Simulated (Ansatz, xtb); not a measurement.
# Group exchange: C2H3N + SiN2H6 → CH2N2 + CH7NSi

Gas-phase species: C2H3N (acetonitrile) `CC#N`, singlet; SiN2H6 `NN[SiH3]`, singlet; CH2N2 (cyanamide) `N#CN`, singlet; CH7NSi `CN[SiH3]`, singlet. The partners trade CH3 for NH2: C–CH3 and N–NH2 bonds give way to C–NH2 and N–CH3.

Shapes, held fixed at every level: PBE0-D4/def2-TZVP. Flexible molecules stand in one conformer, not always the lowest. Programs: Ansatz 0.2.0, xtb 6.7.1. The zero-point and thermal change to 298 K, harmonic and unscaled (PBE0-D4/def2-TZVP), is -0.4 kJ/mol.

```csv
level,kind,ΔH(298 K) (kJ/mol),less CCSD(T)/CBS estimate
GFN0-xTB,semi-empirical,-166.3,-106.1
HF/def2-TZVPP,Hartree–Fock,-64.7,-4.5
PBE-D4/def2-TZVPP,GGA,-62.7,-2.5
B3LYP-D4/def2-TZVPP,global hybrid,-63.1,-2.9
BHLYP-D4/def2-TZVPP,global hybrid,-64.7,-4.5
MP2/def2-SVP,perturbation theory,-68.1,-7.9
CCSD(T)/def2-SVP,coupled cluster or CI,-63.9,-3.7
CCSD/def2-TZVPP,coupled cluster or CI,-61.4,-1.2
CCSD(T)/CBS estimate,coupled cluster or CI,-60.2,0.0
```

The highest level, CCSD(T)/CBS estimate, gives ΔH(298 K) = -60.2 kJ/mol; the levels span -166.3 to -60.2. GFN0-xTB strays far from the other rows. The column of differences is taken from that level and isn't an error. No measured value is set beside it here. The CBS estimate extrapolates MP2 from def2-TZVPP and def2-QZVPP and adds CCSD(T) − MP2 in the triple-zeta set, cores frozen.

The exchange is clearly exothermic, and the small thermal term of -0.4 kJ/mol shows that the driving force is electronic. A C–C and an N–N bond are replaced by two polar C–N bonds. The N–N bond of the silylhydrazine is weakened by repulsion between adjacent lone pairs, while in cyanamide the amino lone pair delocalises into the π* system of the nitrile, a stronger interaction than the hyperconjugation of the methyl group in acetonitrile. Silicon keeps its bond to nitrogen throughout, so it probably has only a secondary influence.

Hartree–Fock already gives -64.7 kJ/mol, close to the coupled-cluster value, which suggests that correlation contributions largely cancel when the number of single bonds and the C≡N triple bond are conserved. GFN0-xTB gets the sign right but greatly exaggerates the driving force, probably through an unbalanced description of N–N against polar C–N bonding. The reaction enthalpy alone cannot apportion the gain between relief of lone-pair repulsion and conjugation in cyanamide.
